The molecule CHOSi, a bent chain C-Si-O-H, can pass its hydrogen atom from oxygen to silicon. The carbon atom stays at the end of the chain, bound only to silicon. The table follows this shift through a row of images, from the relaxed starting structure (row 1) to the relaxed product C-SiH=O (row 11). Path length measures the joint motion of all four atoms, so it isn't the distance travelled by hydrogen alone.

Hydrogen shift in neutral CHOSi (spin multiplicity 2), computed with Ansatz 0.2.0 at the unrestricted PBE0-D4/6-31G(d) level as a nudged elastic band with a climbing image between relaxed ends. Energies are electronic, without zero-point terms. The band force is the largest component on each image, with a convergence limit of 0.03 eV/Å.

```tsv
row	energy over the start (eV)	path length (Å)	band force (eV/Å)
1	0.000	0.000	n/a
2	0.024	0.244	0.002
3	0.083	0.488	0.009
4	0.197	0.732	0.009
5	0.516	0.976	0.017
6	1.512	1.221	0.020
7	2.226	1.465	0.008
8	1.941	1.757	0.002
9	1.436	2.049	0.004
10	0.759	2.342	0.004
11	0.542	2.634	n/a
```

**(a) Which direction of the reaction has the higher barrier, and why do the two differ?**

*Solution.* Both barriers are of the order of 2 eV, and the forward one is higher: 2.23 eV against 1.68 eV. Both directions cross the same top, so the difference is simply the height of the product over the start, 0.54 eV. At room temperature the thermal energy is about 0.026 eV, so the forward barrier is more than eighty times as large, and along this path the shift would be extremely slow. The barrier belongs to the path that the band found from its starting guess, so a lower pass elsewhere isn't ruled out.

That the product lies higher agrees with ordinary bond strengths. The reaction gives up an O-H bond and gains an Si-H bond, which is usually the weaker of the two. Part of the loss is repaid between silicon and oxygen, whose distance shrinks from 1.66 to 1.54 Å as the single bond gains double-bond character. The calculation gives only the sum of these changes, so this account of the 0.54 eV rests on chemical reasoning.

**(b) What has happened to the O-H and Si-H bonds at the top, and why is the top so high?**

*Solution.* At row 7 the old bond is largely broken and the new one nearly made. The O-H distance has grown by 0.50 Å to 1.47 Å, while the Si-H distance is only 0.10 Å longer than in the product. The Si-O-H angle has closed from 114° to 62°, so the three atoms form a tight triangle.

This triangle suggests why the barrier is high although a new bond is waiting. Hydrogen has a single valence orbital, which must serve two neighbours at once, and it must do so in a strained ring of three atoms. The new bond therefore cannot repay the old one in full while the old one is being lost. For a similar shift between neighbouring atoms, the questions to ask are how strong the old bond is and how far it must stretch before the new one takes hold.

**(c) Why is the climb so uneven?**

*Solution.* About three quarters of the barrier is gained in the last third of the way up, from row 5 to row 7. Before that, the energy has risen by only 0.52 eV. The steepest step, into row 6, has a mean slope of about 4 eV/Å.

The likely reason is that a molecule spends its soft motions first. Bending the Si-O-H angle brings hydrogen closer to silicon at modest cost, because the O-H bond stays almost intact. Stretching that bond is much stiffer, and it can't be put off for ever. A change in the electronic state along the path could also steepen the climb; that possibility is untested here.

**(d) Is the top early or late? Estimate its position from the barriers alone.**

*Solution.* Hammond's rule says that the top of an uphill reaction resembles the product. To put a number on it, let $x$ be the fraction of the path covered, and give each end a parabola of the same stiffness $k$. The curves cross at the top, where $E_f$ is the forward and $E_b$ the backward barrier:

$$kx^2=E_f,\qquad k(1-x)^2=E_b .$$

Dividing one equation by the other and taking the root removes $k$:

$$x=\frac{\sqrt{E_f}}{\sqrt{E_f}+\sqrt{E_b}}=\frac{\sqrt{2.226}}{\sqrt{2.226}+\sqrt{1.684}}\approx 0.53 .$$

The computed top lies at 0.56 of the path, so it is slightly late, as the estimate says. Nothing was fitted: the two barrier heights went in, and the position came out. The printed analysis after this text gives the same estimate beside the steps of the path.

The agreement is a mild test, since a plain guess of one half would also come close, and it doesn't make the profile a pair of parabolas. At row 5 the same curve gives 1.07 eV, about twice the computed 0.52 eV, because it spreads the climb too evenly and has no room for a soft start followed by a stiff finish. The path length is also a blunt measure of lateness, since it includes the swing of the heavier atoms. The bonds tell more, though they don't all agree: the Si-H bond is nearly finished, while the Si-O distance, 1.61 Å, has made less than half of its change.

**(e) The band force is small in every row that has one. Does this show that row 7 is the saddle point? What would change if deuterium replaced hydrogen?**

*Solution.* A small band force is not enough. In row 6 it is only 0.020 eV/Å, although the energy there is climbing by several eV per ångström. The band force leaves out the true slope along the path; on an ordinary image it tells whether the path has settled sideways, not whether the image sits on a summit.

Row 7 is the climbing image, and there the band force does include the slope, turned round to drive the image uphill. Its small value shows that the forces have almost vanished, but not what kind of flat spot this is.

The vibrations at row 7 settle the matter for the energy surface of this calculation. Apart from the motions of the molecule as a whole, just one mode is imaginary, at 1424i cm⁻¹. The energy therefore falls along one direction and rises along the others, as it must at a pass. Hydrogen carries 92 % of this mode in mass-weighted terms, so the motion over the pass is essentially the transfer itself. The O-H distance changes far more in it than the Si-H distance: hydrogen swings round silicon, away from oxygen.

Deuterium has the same nuclear charge, so the electronic energies in the table would stay as they are. Its doubled mass would lower the imaginary wavenumber towards $1424/\sqrt2\approx1000$ cm⁻¹, the limit for a mode carried by hydrogen alone. Zero-point motion, which the table leaves out, should lower the barrier by something like a tenth of an eV for hydrogen, because the stiff O-H stretch is lost on the way up. For deuterium this gain is smaller, and tunnelling is weaker too, so the shift should be slower.

**(f) What would a semilocal functional, or a basis with polarization functions on hydrogen, probably do to the barrier?**

*Solution.* A semilocal functional would probably lower it. Such functionals let an electron repel itself in part, and they reduce this error by spreading electrons out. Stretched, shared bonds like those at the top therefore come out too stable compared with the ordinary bonds at the ends. The exact exchange in the hybrid functional used here removes part of the fault.

The basis used here gives the moving hydrogen only s functions. Its electron cloud can't shift towards its neighbours as freely as it should. Adding p functions would lower the energy of every image, but the barrier changes only by the difference between two gains. The bridging hydrogen at the top should gain, and so should the ordinary O-H bond at the start, so the direction of the change can't be told without a new calculation. An Si-H bond usually gains less than an O-H bond, so the reaction energy would probably rise.

**(g) Which digits of the forward barrier can be trusted?**

*Solution.* As a result of this particular calculation, the barrier should be settled to a hundredth of an eV or better. The largest band force times the spacing of the first images is $0.020\times0.244\approx0.005$ eV. Even this probably overstates the error, because the barrier depends only on the start and the top, where the energy is flat and a small leftover displacement hardly changes it. The third decimal still carries no chemistry, since the errors of the method are far larger.

As a statement about the real molecule, even the first decimal is open. The functional and the basis play a part, as (f) explains, and so does spin. A pure doublet, the state of a simple radical with one unpaired electron, has $\langle S^2\rangle=0.75$, where $\langle S^2\rangle$ is the mean square of the total spin. At the top the calculation gives 1.67. That is close to $0.75+1=1.75$, the value for three unpaired electrons of which one points against the other two.

A single determinant of this kind mixes the doublet with a quartet, so its energy belongs to neither state. The error cancels from an energy difference only if the mixture is alike in both structures. Whether it is can't be told here, because the spin value is recorded only for the top. The data makers do warn of spin contamination in all rows, but that warning comes from their tests on other systems, not from these runs. The barrier of 2.2 eV is best read as "about 2 eV in this description". The reaction energy of 0.54 eV deserves more caution, since an error of the same size would be a larger part of it. A run with spin multiplicity 4 would show whether the quartet lies lower, which isn't known here. A method that treats several determinants together would be the proper test of both energies.

Printed output of the fit:

```
Steps along the band:
  row  energy step in eV  mean slope in eV per angstrom
    2              0.024                        0.09836
    3              0.059                         0.2418
    4              0.114                         0.4672
    5              0.319                          1.307
    6              0.996                          4.065
    7              0.714                          2.926
    8             -0.285                         -0.976
    9             -0.505                         -1.729
   10             -0.677                         -2.311
   11             -0.217                        -0.7432
Forward barrier in eV: 2.226
Backward barrier in eV: 1.684
Reaction energy in eV: 0.542
Rise from row 5 to row 7 in eV: 1.71
Share of the forward barrier gained from row 5 to row 7 in percent: 76.82
Share of the way up that lies between row 5 and row 7 in percent: 33.38
Position of the top on the path in percent: 55.62
Position of the top from two equal parabolas in percent: 53.48
Energy of row 5 from the same parabola in eV: 1.068
Computed energy of row 5 in eV: 0.516
O-H distance at the top in angstrom: 1.47
O-H stretch at the top over the start in angstrom: 0.5002
Si-H distance at the top in angstrom: 1.591
Si-H excess at the top over the end in angstrom: 0.1013
Si-O distance at the start in angstrom: 1.662
Si-O distance at the top in angstrom: 1.613
Si-O distance at the end in angstrom: 1.538
Si-O-H angle at the start in degrees: 114.1
Si-O-H angle at the top in degrees: 61.93
Share of H in the mass-weighted imaginary mode in percent: 92.38
Spin-squared at the top above a pure doublet: 0.9227
Largest band force times one image spacing in eV: 0.00488
```
